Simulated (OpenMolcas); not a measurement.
A ladder of methods for CH3Al (SMILES C[Al])

CH3Al has 5 atoms, charge 0, and is taken as a singlet. As SMILES, `C[Al]`. The coordinates come from a PBE0-D4/def2-TZVP relaxation.

Each level gives the electronic atomisation energy (eV). The values are calculated. Electronic energies at fixed atoms, without zero-point motion or spin-orbit coupling.

| level | kind | program | value (eV) | CPU time (all runs) |
| --- | --- | --- | --- | --- |
| HF/cc-pVTZ | Hartree–Fock | OpenMolcas | 12.39 | 35 s |
| SVWN5/cc-pVTZ | LDA | OpenMolcas | 18.39 | 47 s |
| BLYP/cc-pVTZ | GGA | OpenMolcas | 16.24 | 65 s |
| PBE/cc-pVTZ | GGA | OpenMolcas | 16.53 | 49 s |
| M06-L/cc-pVTZ | meta-GGA | OpenMolcas | 16.44 | 1.7 min |
| TPSS/cc-pVTZ | meta-GGA | OpenMolcas | 16.54 | 90 s |
| BHLYP/cc-pVTZ | global hybrid | OpenMolcas | 16.05 | 53 s |
| PBE0/cc-pVTZ | global hybrid | OpenMolcas | 16.36 | 53 s |

The values span 12.39 to 18.39 eV. CPU times are rough (shared hosts, several kinds of processor): they show what a rung costs within a factor of a few.

Every level binds CH3Al relative to its atoms, but the two extremes bracket the rest widely. Hartree–Fock gives only 12.39 eV because it omits the correlation between opposite-spin electrons, which grows as the unpaired electrons of the atoms pair up in the C–H and Al–C bonds. LDA lies at the other end with 18.39 eV, the familiar overbinding of a local functional, probably because it describes the compact, inhomogeneous atoms less well than the molecule. All functionals beyond LDA fall between 16.05 and 16.54 eV, so density gradients matter far more here than the step from GGA to meta-GGA. Exact exchange lowers the value modestly in both related pairs, from BLYP to BHLYP and from PBE to PBE0.

Aluminium is formally monovalent here, with a largely 3s lone pair and a polar σ bond to carbon, so most of the atomisation energy belongs to the methyl group. The totals therefore don't establish the strength of the Al–C bond, which would require the energy of the separated methyl radical.
